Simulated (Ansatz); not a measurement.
**Redistribution: C2H3ClF2 + C2H4FI → C2H3F2I + C2H4ClF**

Species: C2H3ClF2 `FCC(F)Cl`, singlet; C2H4FI `CC(F)I`, singlet; C2H3F2I `FCC(F)I`, singlet; C2H4ClF (1-chloro-1-fluoroethane) `CC(F)Cl`, singlet. The partners trade Cl for I; both sit on C, so the bond types are kept.

Shapes, held fixed at every level: PBE0-D4/def2-TZVP. Flexible molecules stand in one conformer, not always the lowest. Programs: Ansatz 0.2.0. The zero-point and thermal change to 298 K, harmonic and unscaled (PBE0-D4/def2-TZVP), is 0.0 kJ/mol.

| level | kind | ΔH(298 K) (kJ/mol) | less CCSD(T)/def2-TZVPP | CPU time (sum over the molecules) |
| --- | --- | --- | --- | --- |
| HF/def2-TZVPP | Hartree–Fock | -1.5 | +1.4 | – |
| BHLYP-D4/def2-TZVPP | global hybrid | -2.6 | +0.3 | 32 s |
| r2SCAN0-D4/def2-TZVPP | global hybrid | -2.8 | +0.1 | 45 s |
| wB97X-V/def2-TZVPP | range-separated hybrid | -3.1 | -0.2 | 70 s |
| B2PLYP/def2-TZVPP | double hybrid | -2.9 | 0.0 | 51 s |
| CCSD/def2-TZVPP | coupled cluster or CI | -2.7 | +0.2 | – |
| CCSD(T)/def2-TZVPP | coupled cluster or CI | -2.9 | 0.0 | 21 min |

The highest level, CCSD(T)/def2-TZVPP, gives ΔH(298 K) = -2.9 kJ/mol; the levels span -3.1 to -1.5. That is about zero within the method's error. The column of differences is taken from that level and isn't an error. No measured value is set beside it here. For atoms past krypton def2 sets carry core potentials with scalar relativity. Outer-core shells of I are correlated in most correlated rows, in sets that cover them unevenly. Times are processor times on shared x86 and Arm servers, and rough.

The exchange is nearly thermoneutral because each halogen moves between two carbons that already carry one fluorine, one hydrogen and one carbon substituent. Only the more distant group changes, CH2F against CH3, so most of the C–Cl and C–I bond energy cancels, as do the vibrational contributions. The small negative values would fit a simple polar picture: the inductive pull of the β-fluorine probably costs the more polar C–Cl bond slightly more than the C–I bond. An energy this small doesn't establish such a preference, however.

Hartree–Fock gives -1.5 kJ/mol and CCSD -2.7 kJ/mol, so correlation doesn't cancel quite as fully as the rest. Differing intramolecular dispersion between the halogens and the neighbouring group is one possible source. Perturbative triples add little, as expected when no bond type changes and all species are ordinary closed-shell molecules. The close agreement among the correlated methods reflects this cancellation and says little about their accuracy for breaking a C–Cl or C–I bond.
